In fluorocyclobutane one hydrogen of a four-membered carbon ring is replaced by fluorine. Fluorine is row 1 and the carbon that carries it row 2; rows 3 and 5 are the neighbouring carbons and row 4 is the carbon across the ring. Row 6 is the hydrogen on carbon 2. Hydrogens 7 and 8 belong to carbon 3, 11 and 12 to carbon 5, and 9 and 10 to carbon 4.

A Hirshfeld charge is found by dividing the electron density at each point among the atoms, in proportion to what their neutral, spherical free atoms would contribute there. A positive charge means that the atom's share holds fewer electrons than the free atom.

Hirshfeld charges of the atoms in fluorocyclobutane (C4H7F), calculated with PySCF 2.14.0 at the Hartree–Fock level with the def2-SVPD basis set. The molecule is a neutral singlet in the gas phase, in a single conformer at its GFN2-xTB geometry.

```csv
row,hirshfeld charge (e),computed element
1,-0.185,F
2,0.080,C
3,-0.072,C
4,-0.068,C
5,-0.072,C
6,0.050,H
7,0.042,H
8,0.051,H
9,0.040,H
10,0.041,H
11,0.042,H
12,0.051,H
```

**(a) Fluorine attracts electrons. Do the charges show its pull fading with distance around the ring?**

*Solution.* The carbon charges taken alone do not. Carbon 2 is positive, at +0.080 e, but the neighbouring carbons stand at −0.072 e and the far one at −0.068 e. Read as a measure of fluorine's pull, this would mean that the far carbon has lost slightly more electrons than the nearer ones.

The difficulty is that a carbon's charge records two transfers at once. Carbon takes electrons from its own hydrogens and gives some up towards fluorine. Adding up a whole CH₂ group removes the first transfer, because whatever passes between a carbon and its own hydrogens stays inside the sum:

$$q_{\mathrm{adjacent}} = -0.072 + 0.042 + 0.051 = +0.021\ e$$

$$q_{\mathrm{far}} = -0.068 + 0.040 + 0.041 = +0.013\ e$$

These sums have a natural zero. In the parent molecule, cyclobutane, the four CH₂ groups are equivalent by symmetry and their charges must add up to zero, so each group is exactly neutral. The charge of a CH₂ group in the fluorinated ring is therefore the change caused by the substitution. No such zero exists for a single carbon or hydrogen, which is already charged in the parent.

The expected order is now visible: every CH₂ group has lost electrons, and the adjacent ones have lost about 1.6 times as much as the far one. Together the three groups supply the −0.055 e found on the CHF group. The decline from near to far is gentle. A plausible reason, which these charges do not test, is that the far group is joined to carbon 2 by two routes, one along each side of the ring.

**(b) An adjacent CH₂ group has lost more electrons than the far one, yet its carbon is slightly more negative. Where does its extra positive charge sit, and what could put it there?**

*Solution.* It sits on the hydrogens. Compared with the far group, the two hydrogens of an adjacent group are together more positive by 0.012 e, while the carbon is more negative by 0.004 e. Nearly all of the hydrogens' share belongs to one of the two, the one on fluorine's side of the ring (rows 8 and 12). Its partner (rows 7 and 11) hardly differs from the hydrogens of the far group.

Electrostatics offers an explanation. The electrons of a C–H bond shift towards the end where their energy is lower, so what counts is the difference in potential between the two ends. Positive carbon 2 is closer to carbon 3 than to either of that carbon's hydrogens. It draws bond electrons towards carbon 3, which makes the carbon more negative and the hydrogens more positive.

Negative fluorine repels electrons, and its effect depends on how each bond is placed. Hydrogen 8 is 2.54 Å from fluorine and its carbon 2.45 Å, so fluorine raises the electron energy almost equally at both ends and leaves the pull of carbon 2 largely unopposed. Hydrogen 7 is 3.17 Å away. Along that bond fluorine pushes electrons outwards, from carbon to hydrogen, and so works against carbon 2.

The same reasoning makes sense of hydrogen 6. At 1.98 Å it is the hydrogen closest to fluorine, yet its charge matches that of rows 8 and 12 within the rounding. Its own carbon is closer still to fluorine, so the repulsion pushes electrons towards this hydrogen and offsets part of what the electron-poor carbon takes from it. Nearness to fluorine alone is thus a poor guide to a hydrogen's charge.

The table supports this picture without proving it. The ring is puckered, and the two hydrogens of each CH₂ group differ in any case: one points roughly along the ring's axis, the other outwards. In the far group, however, such a pair differs by only 0.001 e, against 0.009 e in the adjacent groups, which speaks against puckering as the whole cause. The way the Hirshfeld scheme divides the thin density between fluorine and the hydrogens facing it may also contribute. If it does, part of the near-to-far decline in (a) has the same origin, because these hydrogens carry the extra charge of the adjacent groups. The pattern belongs to the calculated conformer, in which fluorine points outwards from the ring; turning it to the axial position would change the distances.

**(c) Fluorine carries −0.185 e. Is this a full measure of how polar the molecule is?**

*Solution.* The dipole moment gives a test without any fitted parameter. Place each charge $q_i$ at the position $\mathbf r_i$ of its nucleus and add:

$$\boldsymbol\mu_{\mathrm{point}} = \sum_i q_i\,\mathbf r_i$$

The mirror plane through fluorine, carbon 2 and carbon 4 cancels the component perpendicular to it. The two components within the plane are 0.32 and −0.11 e Å. With 4.8 debye per e Å, they combine to a dipole of 1.6 debye.

The dipole moment calculated directly from the electron density is 2.1 debye, so the point charges recover about 76% of it. The remainder lies inside the atoms. Each atom's share of the density is lopsided, and a single number at the nucleus cannot record that. The Hirshfeld scheme leaves much of the polarity in this form because it divides the density by the weights of neutral atoms, which keeps the charges small.

The charge on fluorine is therefore not a full measure of the molecule's polarity. A scheme that divides space at the density minimum between atoms would give fluorine a much larger negative charge. The neutral CH₂ group of the parent would remain the correct zero, since it follows from symmetry alone, but the sizes of the group charges would change. They also depend on the level of theory. Hartree–Fock tends to exaggerate polarity, and the gap between the adjacent and far groups is small, so it would be worth checking with a second method. The distances, group sums and dipole estimate are printed below.

The analysis program printed:

```
Distance from fluorine and charge:
  row  distance from F (angstrom)  charge (e)
    1                           0      -0.185
    2                       1.379        0.08
    3                       2.454      -0.072
    4                       3.272      -0.068
    5                       2.454      -0.072
    6                       1.982        0.05
    7                       3.171       0.042
    8                       2.539       0.051
    9                       4.084        0.04
   10                       3.924       0.041
   11                       3.171       0.042
   12                       2.539       0.051
Sum of all charges (e): 2.776e-17
Charge of the CHF group (e): -0.055
Charge of each adjacent CH2 group (e): 0.021
Charge of the far CH2 group (e): 0.013
Adjacent less far CH2 group (e): 0.008
Ratio of adjacent to far CH2 group charge: 1.615
Adjacent less far carbon (e): -0.004
Two hydrogens of an adjacent CH2, summed (e): 0.093
Two hydrogens of the far CH2, summed (e): 0.081
Hydrogen pair, adjacent less far (e): 0.012
Adjacent CH2, hydrogen on the F side less the other (e): 0.009
Far CH2, row 10 less row 9 (e): 0.001
Dipole from the point charges (debye): 1.607
Point-charge dipole as percentage of the computed dipole (%): 76.35
```
